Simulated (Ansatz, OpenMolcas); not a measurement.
# Calibrating HF/3-21G on molecular compounds of Si

The atomisation enthalpy at 298 K in kJ/mol of 6 molecular compounds of Si: x at HF/3-21G, y from tabulated heats of molecules and atoms (CRC Handbook of Chemistry and Physics, NIST-JANAF tables). Shapes, held fixed at every level: PBE0-D4/def2-TZVP. Computed values hold a harmonic thermal term (PBE0-D4/def2-TZVP) and the atoms' spin-orbit lowering. Programs: OpenMolcas 26.06.

```
                          molecule  x (kJ/mol)  y (kJ/mol)
     SiCl4 (silicon tetrachloride)         696        1598
           SiH2Br2 (dibromosilane)         717        1300
    SiH2Cl2 (dichlorosilane (DCS))         806           ?
      SiF4 (silicon tetrafluoride)        1409        2382
             SiH3(SiH3) (disilane)        1414        2128
Si(CH3)Cl3 (methyltrichlorosilane)        1696        2714
```

**Question.** Fit y = c + s·x to the known rows and predict y for SiH2Cl2.

**Answer.** 
1. Means of the 5 rows: x = 1186.40, y = 2024.4.
2. Σ(Δx)² = 821873, Σ(Δx·Δy) = 1003741, so the slope is 1003741/821873 = 1.2213.
3. Intercept: 2024.4 − (1.2213) × 1186.40 = 575.4. The largest residual of the fit is 174.
4. SiH2Cl2: 575.4 + 1.2213 × 806 = 1560 kJ/mol.

The tabulated heats give 1449 kJ/mol, so the prediction is off by +111 kJ/mol, within the largest residual. Uncorrected, HF/3-21G misses it by -643 kJ/mol, and the other rows by 838 on average. The line overshoots: the miss goes from -643 to +111. Left out in turn, the other rows are missed by 223 kJ/mol on average. The heats of SiH2Cl2 come from older tables and can be uncertain by 10 kJ/mol or more. The molecules' own spin-orbit binding is left out, so errors for heavy halides read too negative. The tabulated values of SiH2Br2, SiH3(SiH3), Si(CH3)Cl3 are in doubt (older tables, estimates, or at odds with other calculations) and kept here. Relativity is left out for Br.

HF/3-21G underbinds every molecule here, but the shortfall follows the kind of bond more than the total atomisation enthalpy. It even reverses a pair: SiH2Cl2 is computed as more strongly bound than SiCl4 (806 against 696 kJ/mol), while the tabulated heats give the opposite order. No line with a positive slope can repair that.

Hartree-Fock misses the correlation energy gained when electrons pair in bonds, and halogen lone pairs crowded around silicon probably add to the loss. The small basis also lacks d polarisation functions, which polar Si–halogen bonds need to describe charge distortion and lone-pair donation into Si–X antibonding orbitals. Si–H bonds demand less of this flexibility. Accordingly, the line overshoots all three molecules with Si–H bonds and undershoots the three without, so the error for SiH2Cl2 looks systematic rather than random. A correction by bond type would suit this set better than a common slope, though these data don't separate the missing correlation from the basis deficiency.
